# How deep do the bands lie at M?

## The question

In this hypothetical, undistorted crystal of ordered PbGeSe₂ the gap between filled and empty states depends strongly on where in k space one looks. It nearly vanishes at the point R and is several eV wide at Gamma. Can the other points tell us the levels at M in PBE, and then where HSE06 moves them? In the table, v1 is the highest filled band, and c1 and c2 are the two lowest empty ones.

Band energies of PbGeSe2 (ordered rocksalt, P4/mmm, 4-atom cell, a = 4.195 Å, c = 5.945 Å), computed with Ansatz 0.2.0 using plane-wave PAW, no spin polarisation and the r2SCAN-relaxed cell. The cheaper level is PBE (6×6×4 k mesh) and the costlier level is HSE06 (4×4×4 k mesh). Energies are measured from each functional's own valence top.

| point name | band v1, cheaper level (eV) | band c1, cheaper level (eV) | band c2, cheaper level (eV) | band v1, costlier level (eV) | band c1, costlier level (eV) | band c2, costlier level (eV) |
| --- | --- | --- | --- | --- | --- | --- |
| Gamma | -2.114 | 3.353 | 3.774 | -2.705 | 3.500 | 4.256 |
| X | -0.845 | 0.942 | 1.065 | -1.139 | 1.058 | 1.209 |
| M | ? | ? | ? | ? | ? | ? |
| Z | -1.857 | 1.684 | 2.617 | -2.301 | 1.892 | 2.889 |
| R | -0.087 | -0.002 | 0.204 | 0.000 | 0.004 | 0.111 |
| A | -0.784 | 0.834 | 1.997 | -1.184 | 1.009 | 2.243 |

## Two limiting cases

The crystal is rocksalt with Ge and Pb on alternate cation layers. Take a Se p orbital with a cation on either side, along one cubic axis. If the wave has the same phase on both cations, their p orbitals couple fully to the Se p orbital, and the two sets of levels are driven apart. If the phases are opposite, this coupling cancels, but the filled cation s orbitals now act on the Se p orbital and push it up towards the gap.

R is the second limit on all three axes, so its gap is tiny. Gamma is the first limit on all three, so its gap is wide. X, Z and A lie between. This picture is an argument from bonding theory; the table holds energies, not orbital characters.

M belongs with Gamma. Undo the doubling of the cell by the Ge–Pb order, and M becomes two face centres of the cubic zone. The third face centre folds onto Gamma, so the levels at Gamma include those of a close relative of M. The row shows only the ones nearest the gap.

## A model with two p levels

Let $D$ be the gap before the p orbitals couple, and $t$ their coupling. The gap is then

$$E=\sqrt{D^2+4t^2}.$$

Each axis with opposite phases lowers $D$ by the same amount. There are three such axes at R, two at X, one at Z and A, and none at Gamma and M. For the least coupled p orbital, $t$ vanishes at R and A, and at X it is half its value at Z. At M it is the sum of the values at Gamma and Z. The reason is that the four cations beside the orbital couple to it too, more weakly and with the opposite sign. At Gamma these sideways couplings work against the head-on ones, at Z they act alone, and at M they cancel in pairs.

The PBE gaps at A, R and Z fix the constants, which leaves X as a test. The model gives 1.79 eV there, as computed. Repeated with the HSE06 gaps, it gives 2.10 eV against 2.20 eV.

Here is the estimate for M in full, in eV:

$$D_M=1.62+\tfrac12(1.62-0.09)\approx2.4$$

$$t_Z=\tfrac12\sqrt{3.54^2-1.62^2}\approx1.6,\qquad t_\Gamma=\tfrac12\sqrt{5.47^2-2.4^2}\approx2.5$$

$$E_M=\sqrt{2.4^2+4(1.6+2.5)^2}\approx8.5$$

With unrounded steps the gap is 8.4 eV. Centred on the middle of Gamma's gap, at 0.6 eV, it puts the filled p level near −3.6 eV.

## The forecasts

The model leaves out the coupling between Se atoms, which can move a filled level up or down. The forecast supposes that it raises the one at M, and so takes the model's value as a lower end. Gamma's v1 serves as the upper end, because no filled level of the third face centre lies above it. The forecast is the middle of the two.

The model's empty p level at M would lie very high, and a d-like state should come below it. The best guide to that state is Gamma's c1. Two such states, $d_{yz}$ and $d_{xz}$, meet at M and are turned into each other by the crystal's fourfold axis.

- **PBE, v1:** −2.85 eV, range −3.6 to −2.1 eV. M is therefore not where PBE has its valence top.
- **PBE, c1:** 3.35 eV, range 2.9 to 4.2 eV, with c1 and c2 probably degenerate.
- **HSE06, once the PBE levels are known:** v1 is 1.15 times its PBE value less 0.22 eV, and c1 is its PBE value plus 0.16 eV, each within 0.2 eV.

The last forecast uses straight lines fitted to Gamma, X, Z and A. R is left out because its bands may change character between the two levels of theory. The filled band is stretched. A likely reason is that exact exchange strengthens the coupling between orbitals that share a filled bond, so levels pushed down by bonding sink further. The constants also contain a change of zero, since each level of theory counts from its own valence top; the stretch doesn't. HSE06 has that top at R, PBE at none of the known rows, and the two runs used different k meshes.

## The computed levels

The withheld rows as computed:

| point name | band v1, cheaper level (eV) | band c1, cheaper level (eV) | band c2, cheaper level (eV) | band v1, costlier level (eV) | band c1, costlier level (eV) | band c2, costlier level (eV) |
| --- | --- | --- | --- | --- | --- | --- |
| M | -3.616 | 3.347 | 3.347 | -4.353 | 3.501 | 3.501 |

The forecast for the filled PBE level misses. It is too high by 0.77 eV, and the computed level lies just below the stated range. The p model alone came within 0.03 eV, and the error entered when its value was averaged with Gamma's v1. That level was only a ceiling. Nothing had shown that the Se–Se coupling raises the level at M at all, let alone halfway to the ceiling.

The model's close agreement shouldn't be taken as its usual accuracy. It took Gamma's c1 as the empty p level, although that state is probably d-like. Repeating the steps with Gamma's c2 again gives about −3.6 eV, so this choice hardly matters here. The neglected Se–Se coupling and the effect of Ge–Pb order could still have cancelled.

The empty PBE level is a hit, within 0.01 eV of Gamma's c1, and c1 and c2 are degenerate. Degeneracy alone would also suit a pair of p states. The stronger sign of kinship is that c1 has the same energy at M and Gamma, within 0.01 eV, in both PBE and HSE06. The rise from PBE to HSE06 says less, since c1 also rises by 0.12 to 0.21 eV at X, Z and A. The equal energies fit one family of states at the two points; their d character remains an argument from theory.

Given the PBE levels, both HSE06 forecasts hold: v1 is missed by 0.03 eV and c1 by 0.01 eV. For v1 this is a real extrapolation, since M lies about 1.5 eV below the deepest level in the fit. A rigid shift of the whole filled band would have failed. The printed analysis below gives both lines and their misses.

## Where the rule stops

At R the same two lines would open the gap to about 0.5 eV, yet HSE06 leaves only 0.004 eV. That small gap may partly come from the way the run fills the levels: with a smearing of 0.02 eV, v1 and c1 at R each hold about one electron, so exact exchange can't separate them as it would a full level and an empty one. The HSE06 levels at R are thus a weak test of any explanation. In PBE, c1 at R even lies 0.002 eV below the valence top, too little to tell a metal from an insulator. PBE may have the band edges there in inverted order, so that HSE06 first has to undo the inversion. A simple swap of v1 and c1 isn't enough, though: an inverted gap of 0.085 eV, raised by the 0.4 eV that the lines suggest, would end well above zero. 
The folding of the cubic zone suggests what is missing. Two of its L points, where lead chalcogenides have their band edges, fold onto R, so two valence-like and two conduction-like levels meet there. Suppose that in PBE one valence-like level has risen to c2, above conduction-like levels at v1 and c1. The line for filled levels then takes c2 to 0.02 eV, and the line for empty levels takes v1 and c1 to 0.08 and 0.16 eV. HSE06 has levels at 0.000, 0.004 and 0.111 eV, so the lines nearly work after all. The PBE bands point the same way: from R to the nearby valence top, v1 and c1 both rise, as conduction-like levels would. Still, this reading was made after the fact, and energies alone can't prove it. If it holds, the PBE gap at R should have entered the p model as a negative number. That would lower the model's gap at X by less than 0.1 eV and hardly move its filled level at M.
 Spin–orbit coupling, which these runs leave out, typically moves such edges by tenths of an eV in lead chalcogenides, and a shift of Ge off its symmetric site could open a gap as well. Would the orbital characters at R show this inversion in PBE, and would it survive spin–orbit coupling?

Numerical output:

```
Direct gaps and level shifts in eV:
    row  half-integer axes  PBE gap  HSE06 gap  gap change  v1 shift  c1 shift
  Gamma                  0    5.467      6.205       0.738    -0.591     0.147
      X                  2    1.787      2.197        0.41    -0.294     0.116
      M                  0    6.963      7.854       0.891    -0.737     0.154
      Z                  1    3.541      4.193       0.652    -0.444     0.208
      R                  3    0.085      0.004      -0.081     0.087     0.006
      A                  1    1.618      2.193       0.575      -0.4     0.175
Gap at X from the p model, PBE, eV: 1.79
Gap at X from the p model, HSE06, eV: 2.098
Lower end for v1 at M from the p model, PBE, eV: -3.588
Forecast of v1 at M, PBE, eV: -2.851
Forecast less computed v1 at M, PBE, eV: 0.7652
Forecast of c1 at M, PBE, eV: 3.353
Forecast less computed c1 at M, PBE, eV: 0.006
Splitting c2 less c1 at M, PBE, eV: 0
Splitting c2 less c1 at M, HSE06, eV: 0
Shift of c2 at Gamma from PBE to HSE06, eV: 0.482
fit of level_v1 on 4 rows (nax < 3): constant -0.2179 +/- 0.1, coefficient of point_v1 1.153 +/- 0.067; rms 0.056, worst A 0.0621, leave-one-out rms 0.114
  rows outside the fit (model, value, miss): M -4.388, -4.353, -0.0346; R -0.3182, 0, -0.318
fit of level_c1 on 4 rows (nax < 3): constant 0.1623 +/- 0.047, coefficient of point_c1 0.9995 +/- 0.024; rms 0.034, worst Z -0.0465, leave-one-out rms 0.1
  rows outside the fit (model, value, miss): M 3.508, 3.501, 0.00672; R 0.1603, 0.004, 0.156
```
